# The $c\to0$ catastrophe for disordered Dirac electrons

## Problem

Non-interacting electrons in graphene at the Dirac point form $N=4$ cones (two valleys, two spins). To average one Green function over disorder, each fermion field is paired with a commuting ghost, so that the determinants cancel and the partition function is 1 in every sample. The average adds quartic terms proportional to the disorder variance. We work at the free fixed point, where these are switched off, and keep the holomorphic sector, $z=x_1+ix_2$ in nm:

$$S=\frac1\pi\int d^2r\sum_{a}\left(\psi_a^\dagger\bar\partial\psi_a+\phi_a^\dagger\bar\partial\phi_a\right),\qquad \langle\psi(z)\psi^\dagger(0)\rangle=\langle\phi(z)\phi^\dagger(0)\rangle=\frac1z .$$

The factor $\hbar v$ is absorbed in the fields, which have weight $h=\tfrac12$ and unit nm$^{-1/2}$. The $\psi$ anticommute and the $\phi$ commute. For either kind of field $\chi$ the stress tensor is $\tfrac12:\!(\partial\chi^\dagger\chi-\chi^\dagger\partial\chi)\!:$, in nm$^{-2}$. The flavour sums are $T_f$ and $T_b$, with $T=T_f+T_b$ and the convention $T(z)T(0)\sim \frac{c/2}{z^4}+\frac{2T}{z^2}+\frac{\partial T}{z}$.

Data: separation $z=10$ nm; an assumed short-distance length $a=0.25$ nm, of the order of the typical lattice constant of graphene. For comparison, the Kac family is

$$c=1-\frac{6}{m(m+1)},\qquad h_{r,s}=\frac{[r(m+1)-sm]^2-1}{4m(m+1)} .$$

1. Find $c$.
2. Show what finiteness of the operator product requires as $c\to0$, and derive $\langle Tt\rangle$, $\langle tt\rangle$ and $b$.
3. Carry this out in the free theory, regulated by $n_f=4$ fermions and $n_b=4-c$ ghosts.
4. Find $b$ from $h_{1,5}$ and $h_{3,1}$, and compare the correlators of the three theories at 10 nm.

## 1. The central charge

**Predict:** the two stress tensors have the same form and the two propagators above are equal. Where can a sign enter?

It enters in the reversed propagator. Exchanging the fields gives $\langle\psi^\dagger(z)\psi(0)\rangle=+1/z$ but $\langle\phi^\dagger(z)\phi(0)\rangle=-1/z$. Split the points, $T=\tfrac12(\partial_1-\partial_2)\chi^\dagger(z_1)\chi(z_2)$. The connected contraction is $\pm1/(z_{14}z_{23})$, upper sign for fermions, so

$$\langle TT\rangle=\pm\tfrac14(\partial_1-\partial_2)(\partial_3-\partial_4)\frac{1}{z_{14}z_{23}}=\pm\frac{-1+2+2-1}{4z^4}=\pm\frac{1}{2z^4}$$

at $z_1=z_2=z$, $z_3=z_4=0$. Each fermion carries $c=+1$ and each ghost $c=-1$. Hence $\langle T_fT_f\rangle=n_f/2z^4$, $\langle T_bT_b\rangle=-n_b/2z^4$, $\langle T_fT_b\rangle=0$, and $c=n_f-n_b=0$ for $n_f=n_b=4$.

## 2. The catastrophe and its cure

Take a primary $\Phi$ of weight $h\neq0$ with $\langle\Phi\Phi^\dagger\rangle=z^{-2h}$. Let $\kappa$ be the coefficient of $z^2T$ in $z^{2h}\Phi(z)\Phi^\dagger(0)$. The Ward identity gives $\langle T(w)\Phi(z)\Phi^\dagger(0)\rangle=h z^{2-2h}/[w^2(w-z)^2]\to hz^{2-2h}/w^4$ at large $w$. The operator product gives $\kappa\,(c/2)\,z^{2-2h}/w^4$, so $\kappa=2h/c$. In the four-point function, divided by its identity term, $T$ contributes $\kappa^2(c/2)x^2=(2h^2/c)\,x^2$ at small cross ratio $x=z_{12}z_{34}/(z_{13}z_{24})$. This diverges as $c\to0$.

**Predict:** $h$ and the normalisation of $\Phi$ stay finite. What must the product contain, and with what sign of norm for $c>0$?

Only a term with the same power of $x$ can cancel the pole. So there is a primary $X$, orthogonal to $T$, of weight $2+\epsilon$ with $\epsilon\to0$. We assume a single such field and $\epsilon=O(c)$, and scale $X$ so that

$$z^{2h}\Phi(z)\Phi^\dagger(0)=1+\frac{2h}{c}z^2\left[T+z^{\epsilon}X\right]+\dots,\qquad\langle XX\rangle=\frac{N_X}{z^{4+2\epsilon}} .$$

The dots hold other weights and derivatives. The pole cancels if $N_X=-c/2+\nu c^2$, a negative norm. Since $X$ has unit nm$^{-2-\epsilon}$, the combination to add to $T$ is $a^\epsilon X$. Define

$$t=\frac{2\beta}{c}\left(T+a^{\epsilon}X\right),\qquad \lambda=-\lim_{c\to0}\frac{2\beta\epsilon}{c},\qquad L=\ln\frac za ,$$

with $\beta$ a free normalisation. Then $\langle Tt\rangle=(2\beta/c)(c/2)/z^4$, and $z^4\langle tt\rangle=(2\beta/c)^2[c/2+N_X(z/a)^{-2\epsilon}]$. Expanding $(z/a)^{-2\epsilon}=1-2\epsilon L+\dots$ and letting $c\to0$,

$$\langle TT\rangle=0,\qquad\langle Tt\rangle=\frac{\beta}{z^4},\qquad\langle tt\rangle=\frac{\theta-2\beta\lambda L}{z^4},\qquad\theta=4\beta^2\nu .$$

Use $a^\epsilon X=(c/2\beta)\,t-T\to-T$ in two more places. The dilatation generator gives $L_0t=2t+(2\beta\epsilon/c)\,a^\epsilon X\to2t+\lambda T$. The operator product, with $z^\epsilon=a^\epsilon(1+\epsilon L)$, becomes finite:

$$z^{2h}\Phi(z)\Phi^\dagger(0)=1+\frac h\beta z^2\left[t+\lambda L\,T\right]+\dots$$

**Predict:** $t$ may be rescaled and shifted by a multiple of $T$. Which of $\beta,\lambda,\theta$, or which combination, survives?

The shift $t\to t+sT$ sends $\theta\to\theta+2s\beta$, so $\theta$ can be set to zero. The rescaling multiplies $\beta$ and $\lambda$ alike, so their ratio is invariant. If $\lambda\neq0$, choose $\lambda=1$ and call $\beta=b$:

$$\langle Tt\rangle=\frac{b}{z^4},\qquad\langle tt\rangle=-\frac{2b\ln(z/a)}{z^4},\qquad b=-\lim_{c\to0}\frac{c/2}{h_X-2}.$$

This is the structure studied by Gurarie and Ludwig: $L_0$ has a Jordan cell on $(T,t)$. Inserting the product twice, the logarithms in the four-point function combine as $(h/b)^2\,[-2b\ln z+b\ln z_{12}+b\ln z_{34}]\,x^2=(h^2/b)\,x^2\ln x$, where $x\simeq z_{12}z_{34}/z^2$ for two close pairs a distance $z$ apart. The length $a$ drops out.

## 3. The free supersymmetric theory

Taylor expansion gives $\psi(z)\psi^\dagger(0)=1/z+:\!\psi\psi^\dagger\!:+z:\!\partial\psi\,\psi^\dagger\!:+\dots$. With $J=\sum_a:\!\psi_a\psi_a^\dagger\!:$ one has $\sum_a:\!\partial\psi_a\psi_a^\dagger\!:=\tfrac12\partial J+T_f$. Averaged over flavours,

$$\frac{z}{n_f}\sum_a\psi_a(z)\psi_a^\dagger(0)=1+\frac{zJ}{n_f}+z^2\left(\frac{\partial J}{2n_f}+\frac{T_f}{n_f}\right)+\dots$$

**Predict:** nothing here is singular at $n_b=n_f$, yet step 2 demands the term $2hT/c=T/c$. Identify $X$ and its weight.

Write $T_f/n_f=(T+X)/c$, that is $X=(c/n_f)T_f-T$. Then $z^4\langle TX\rangle=c/2-c/2=0$, so $X$ is primary, and

$$N_X=\frac{c^2}{2n_f}-c+\frac c2=-\frac c2+\frac{c^2}{2n_f}.$$

This has the required form with $\nu=1/(2n_f)=0.125$. The dimensionless shares of the $x^2$ coefficient are $1/(2c)$ from $T$ and $N_X/c^2$ from $X$, with $n_b$ continued to non-integer values:

| $c$ | $T$ share | $X$ share | sum |
|---|---|---|---|
| 1 | 0.5 | $-0.375$ | 0.125 |
| 0.1 | 5 | $-4.875$ | 0.125 |
| 0.01 | 50 | $-49.875$ | 0.125 |

Wick's theorem tests the sum. The flavour-averaged four-point function, divided by $1/(z_{12}z_{34})$, is $1+\frac1{n_f}\frac{z_{12}z_{34}}{z_{14}z_{23}}=1+\frac1{n_f}\frac{x}{1-x}$. The current and its derivatives supply $\frac{1}{n_f}\,x\,{}_2F_1(1,1;2;x)=-\frac1{n_f}\ln(1-x)$. The remainder is $\frac1{n_f}[x/(1-x)+\ln(1-x)]=x^2/(2n_f)+\dots$, which is 0.125 again.

The weight of $X$ is exactly 2 at every $c$, because it is a combination of the stress tensors of two decoupled theories. So $\epsilon=0$ and $\lambda=0$. The choice $\beta=N=4$ gives $t=2T_f$ with $\theta=4\beta^2\nu=8$. The shift $s=-1$ removes $\theta$:

$$t=T_f-T_b,\qquad\langle Tt\rangle=\frac{N}{z^4},\qquad\langle tt\rangle=\frac{N/2-N/2}{z^4}=0 .$$

The fermion product contains $T_f/N=(t+T)/2N$. The same expansion for the ghosts gives $-T_b/N=(t-T)/2N$. Both carry $t$ with the coefficient $h/\beta=0.125$, as step 2 requires of two fields with $h=\tfrac12$.

**Predict:** what does the limit formula return here?

It gives $1/b=\lambda/\beta=0$. The Wick result agrees, since $x/(1-x)$ has no $x^2\ln x$ term. The free theory needs the partner field but has no Jordan cell on $(T,t)$, so the normalisation $\lambda=1$ is unavailable. Its number $\beta=4$ belongs to the convention $t=T_f-T_b$, in which it equals the central charge of the clean fermions. It is not the limit that defines $b$.

## 4. Where the logarithm is switched on

At $m=2$ the Kac family has $c=0$ and $h_{1,5}=h_{3,1}=2$. In this labelling the boundary (chiral) fields of percolation are the $\Phi_{1,s}$, and $\Phi_{1,5}$ appears in the product of $\Phi_{1,3}$ ($h=\tfrac13$) with itself. Those of dilute polymers are the $\Phi_{r,1}$, and $\Phi_{3,1}$ appears in the product of $\Phi_{2,1}$ ($h=\tfrac58$) with itself. Factorising,

$$c=\frac{(m-2)(m+3)}{m(m+1)},\qquad h_{1,5}-2=\frac{2(m-2)}{m+1},\qquad h_{3,1}-2=-\frac{m-2}{m}.$$

**Predict:** the signs of the two values of $b$, from whether each weight rises or falls with $c$.

The factor $m-2$ cancels in each ratio:

$$b_{1,5}=-\lim_{m\to2}\frac{m+3}{4m}=-\frac58,\qquad b_{3,1}=\lim_{m\to2}\frac{m+3}{2(m+1)}=\frac56 .$$

The second value can be tested at $c=0$ with no limit. The level-two null vector of $\Phi_{2,1}$ makes its four-point function $G(x)$, with points at $x,0,1,\infty$, obey $\mathcal DG=0$, where $3/[2(2h+1)]=\tfrac23$ and

$$\mathcal D=\frac23\frac{d^2}{dx^2}+\left(\frac1x+\frac1{x-1}\right)\frac{d}{dx}-\frac{h}{x^2}-\frac{h}{(x-1)^2}+\frac{2h}{x(x-1)} .$$

Direct differentiation gives $x^{5/4}\mathcal D\,x^{-5/4}=-\tfrac58(1-x)^{-2}$. It has no $1/x$ term, so $G$ needs no correction of relative order $x$. As $x\to0$, $x^{5/4}\mathcal D\,x^{3/4}\to0$, so a pure $x^2$ correction cannot cancel the constant $-\tfrac58$, while $x^{5/4}\mathcal D\,(x^{3/4}\ln x)\to\tfrac43$. Therefore $G=x^{-5/4}(1+k\,x^2\ln x+\dots)$ with $k=\tfrac58\cdot\tfrac34=\tfrac{15}{32}$. Step 2 predicts $h^2/b=\tfrac{25}{64}\cdot\tfrac65=\tfrac{15}{32}$.

Now the numbers. With $z^4=10^4$ nm$^4$ and $L=\ln40=3.689$, in the convention $\theta=0$, and with the same reference length $a$ used for all three theories:

| theory | $\lambda$ | $\langle Tt\rangle$ ($10^{-4}$ nm$^{-4}$) | $\langle tt\rangle$ ($10^{-4}$ nm$^{-4}$) | change of $z^4\langle tt\rangle$, 10 to 20 nm |
|---|---|---|---|---|
| free Dirac, $N=4$ | 0 | 4.00 | 0 | 0 |
| $X=\Phi_{1,5}$ | 1 | $-0.625$ | 4.61 | 0.866 |
| $X=\Phi_{3,1}$ | 1 | 0.833 | $-6.15$ | $-1.155$ |

**Predict:** which column survives a change of $a$ and a shift of $t$ by $T$?

The $\langle Tt\rangle$ column survives both, because $\langle TT\rangle=0$. So does the last column, the dimensionless $-2\beta\lambda\ln2$. The $\langle tt\rangle$ column does not, since a new $a$ acts like a new $\theta$. The last column separates a logarithmic partner from an ordinary one.

How close to $c=0$ must one be? For $\Phi_{1,5}$ at $m=2.02$, $c=0.01646$ and $\epsilon=0.01325$. Keeping $\beta=-\tfrac58$ and scaling $X$ to $N_X=-c/2$, the unexpanded form gives $z^4\langle tt\rangle=(2\beta^2/c)[1-40^{-2\epsilon}]=4.42$ against the limit 4.61. The expansion parameter is $\epsilon L=0.049$, so the logarithm stands in for a difference of two powers only while $|\epsilon|L\ll1$.

## What the graphene number means

The value $\langle Tt\rangle=4.00\times10^{-4}$ nm$^{-4}$ is the model's: four free cones, one Green function, no Coulomb interaction. A product of a retarded and an advanced Green function needs twice the fields, which doubles $\beta$. Lattice terms are suppressed by powers of $a/z=0.025$. The quartic disorder terms have weights $(1,1)$ and are marginal by power counting, so perturbation theory runs in $gL$. Here $g$ is the disorder correlator integrated over the plane and divided by $(\hbar v)^2$, and factors of order one depend on the type of disorder. For an assumed $g=0.02$, $gL=0.07$ at 10 nm, so the free theory is then a controlled starting point. Where $gL$ reaches order one the free fixed point no longer describes the system. Supersymmetry still holds the partition function at 1, so any fixed point reached there has $c=0$ and must again avoid the pole $2h/c$, with $\lambda$ and $b$ to be found afresh from the weight of its own $X$.